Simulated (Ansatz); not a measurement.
# Li: the change of pressure with volume scale

Results calculated with Ansatz 0.2.0, not measured. Periodic Kohn-Sham DFT of a crystal at fixed atoms, scaled to volume_scale times the given cell; pressure positive in compression, energy less spherical unpolarised free atoms, largest_vzz the field gradient of largest size among the nuclei.

The cell before it is scaled or strained (space group Im-3m, No. 229):
```
cell vectors (Å)
  -1.7500     1.7500     1.7500
   1.7500    -1.7500     1.7500
   1.7500     1.7500    -1.7500
atoms (fractions of the cell vectors)
Li  0.00000  0.00000  0.00000
```

Settings of every row: method all-electron PAW; functional PBEsol; relativity scalar; k mesh 15x15x15; filling fermi-dirac; smearing width 0.08 eV; nucleus gaussian.

Atom start moment: 0 on all atoms.

| row | volume scale | V (Å³/atom) | pressure (GPa) |
| --- | --- | --- | --- |
| 1 | 0.94 | 20.151 | 0.064 |
| 2 | 0.95 | 20.366 | -0.08 |
| 3 | 0.96 | 20.58 | ? |
| 4 | 0.98 | 21.009 | -0.475 |
| 5 | 0.99 | 21.223 | -0.595 |
| 6 | 1 | 21.438 | -0.71 |
| 7 | 1.01 | 21.652 | -0.82 |
| 8 | 1.02 | 21.866 | -0.925 |
| 9 | 1.04 | 22.295 | -1.121 |
| 10 | 1.05 | 22.509 | -1.213 |
| 11 | 1.06 | 22.724 | -1.301 |

Question: what pressure should row 3 give?

Worked fit of pressure. Take u = (V_r/V)^(2/3) − 1 with V_r = 21.545 Å³ an atom, which is twice the finite (Eulerian) strain; such expansions in the strain, on which the Birch-Murnaghan equation of state is built, carry the rest volume and the bulk modulus. The shown rows have u = 0.0456, 0.03823, 0.01694, 0.01009, 0.00332, -0.0033, -0.00981, -0.02255, -0.02876, -0.0349. Least squares give pressure = −0.7657 + 16.574 × u + 35.56 × u² GPa; a straight line predicts inner rows, each left out in turn, worse (root mean square 0.022 against 0.00026 GPa). All shown rows lie on it to the printed digit. The pressure vanishes at u = 0.0424, or V = 20.25 Å³ an atom, and there the bulk modulus at fixed shape and fractions is B = −V dP/dV = (2/3)(1 + u) dP/du = 13.6 GPa. The withheld row has u = 0.03102, so the fit gives −0.7657 + 16.574 × (0.03102) + 35.56 × (0.03102)² = -0.217 GPa.

The calculation gave -0.218 GPa. The fit lies 0.001 GPa (0.073 % of the column's range) above it, one unit of the last digit.
